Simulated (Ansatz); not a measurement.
# Si: the change of energy above lowest point and pressure with volume per atom

Results calculated with Ansatz 0.2.0 development build, not measured. Equation of state of a cubic crystal from periodic Kohn-Sham density functional theory without spin; pressure corrected for the finite basis.

Cell of the first row (space group Fd-3m, No. 227):
```
Si
1.0
      0.0000     2.6601     2.6601
      2.6601     0.0000     2.6601
      2.6601     2.6601     0.0000
Si
2
Direct
  0.00000 0.00000 0.00000
  0.25000 0.25000 0.25000
```

Settings of every row: formula Si; structure type diamond; functional r2SCAN; spin treatment none; k mesh 11x11x11; occupation method fermi-dirac; occupation width 0.1 eV; wave cutoff 580 eV; datasets hand-made PAW; density cutoff ratio 4; xc grid level 2.

Limits: the SCF threshold is loose for a stress in some rows.

| row | volume per atom (Å³) | energy above lowest point (meV/atom) | pressure (GPa) |
| --- | --- | --- | --- |
| 1 | 18.824 | 30.3 | 7.72 |
| 2 | 19.438 | ? | ? |
| 3 | 20.052 | 0 | 0.565 |
| 4 | 20.665 | 3.37 | -2.248 |
| 5 | 21.279 | 16.7 | -4.645 |

Question: what energy above lowest point and pressure should row 2 give?

Worked fit of energy above lowest point. Take u = (V_r/V)^(2/3) − 1 with V_r = 20.358 Å³ an atom, which is twice the finite (Eulerian) strain; such expansions in the strain, on which the Birch-Murnaghan equation of state is built, carry the rest volume and the bulk modulus. The shown rows have u = 0.05362, 0.01015, -0.00993, -0.02907. Least squares give energy above lowest point = 0.332 − 168.85 × u + 13571.3 × u² meV/atom; a straight line predicts inner rows, each left out in turn, worse (root mean square 14 against 0.047 meV/atom). The rows lie off it by 0.00, -0.02, 0.02, -0.01. Its lowest point lies at u = 0.0062, or V = 20.17 Å³ an atom, and the curvature there gives the bulk modulus at fixed shape and fractions, B = (4/9)(1 + u)² E″(u)/V = 97 GPa. The withheld row has u = 0.03131, so the fit gives 0.332 − 168.85 × (0.03131) + 13571.3 × (0.03131)² = 8.35 meV/atom.

The calculation gave 8.31 meV/atom. The fit lies 0.04 meV/atom (0.13 % of the column's range) above it; its largest miss of a shown row is 0.02 meV/atom.

Worked fit of pressure. Take u = (V_r/V)^(2/3) − 1 with V_r = 20.358 Å³ an atom, which is twice the finite (Eulerian) strain; such expansions in the strain, on which the Birch-Murnaghan equation of state is built, carry the rest volume and the bulk modulus. The shown rows have u = 0.05362, 0.01015, -0.00993, -0.02907. Least squares give pressure = −0.8958 + 140.109 × u + 383.64 × u² GPa; a straight line predicts inner rows, each left out in turn, worse (root mean square 0.4 against 0.0025 GPa). The rows lie off it by 0.000, -0.001, 0.001, 0.000. The pressure vanishes at u = 0.0063, or V = 20.17 Å³ an atom, and there the bulk modulus at fixed shape and fractions is B = −V dP/dV = (2/3)(1 + u) dP/du = 97.2 GPa. The withheld row has u = 0.03131, so the fit gives −0.8958 + 140.109 × (0.03131) + 383.64 × (0.03131)² = 3.867 GPa.

The calculation gave 3.861 GPa. The fit lies 0.006 GPa (0.049 % of the column's range) above it; its largest miss of a shown row is 0.001 GPa.
